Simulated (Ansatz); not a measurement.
## Ligand exchange: C3H10BN + Ge(NH2)4 → C2H9BN2 + Ge(CH3)(NH2)3

Species: C3H10BN `CBN(C)C`, singlet; Ge(NH2)4, singlet; C2H9BN2 `CN(C)BN`, singlet; Ge(CH3)(NH2)3, singlet. The partners trade CH3 for NH2: B–CH3 and Ge–NH2 bonds give way to B–NH2 and Ge–CH3.

Shapes, held fixed at every level: PBE0-D4/def2-TZVP. Flexible molecules stand in one conformer, not always the lowest. Programs: Ansatz 0.2.0. Electronic energies: no zero-point or thermal term.

Q: Estimate ΔE of this reaction.

A: The highest level, CCSD(T)/def2-TZVPP, gives ΔE = -55.2 kJ/mol; the levels span -60.2 to -55.2. The column of differences is taken from that level and isn't an error. No measured value is set beside it here. Relativity is left out for Ge. Outer-core shells of Ge are correlated in most correlated rows, in sets that cover them unevenly.

```tsv
level	kind	ΔE (kJ/mol)	less CCSD(T)/def2-TZVPP
HF/def2-TZVPP	Hartree–Fock	-57.1	-1.9
PBE-D4/def2-TZVPP	GGA	-60.2	-5.0
PBE0-D4/def2-TZVPP	global hybrid	-59.7	-4.5
wB97M-V/def2-TZVPP	range-separated hybrid	-58.8	-3.6
wB97X-V/def2-TZVPP	range-separated hybrid	-57.1	-1.9
CCSD/def2-TZVPP	coupled cluster or CI	-55.7	-0.5
CCSD(T)/def2-TZVPP	coupled cluster or CI	-55.2	0.0
```

The exchange is clearly downhill in electronic energy at every level, so amide prefers boron and methyl prefers germanium in this pair. The main reason is probably π bonding. Three-coordinate boron has an empty 2p orbital that accepts the nitrogen lone pair, whereas methyl offers only weak hyperconjugation. Tetrahedral germanium has no comparable acceptor, only Ge–N σ* orbitals that overlap less well with the lone pair. The boron centre already carries a dimethylamino group, so the two nitrogens must share one acceptor orbital, and the gain is likely smaller than for a first amino substituent.

Hartree–Fock already comes within 1.9 kJ/mol of CCSD(T), slightly on the more exothermic side, as expected when the number of bonds is conserved and much of the correlation cancels. Perturbative triples shift the CCSD result by only 0.5 kJ/mol, so the preference doesn't hinge on a subtle correlation effect. The reaction energy alone can't separate π donation from the differing σ-bond strengths of B–N, B–C, Ge–N and Ge–C.
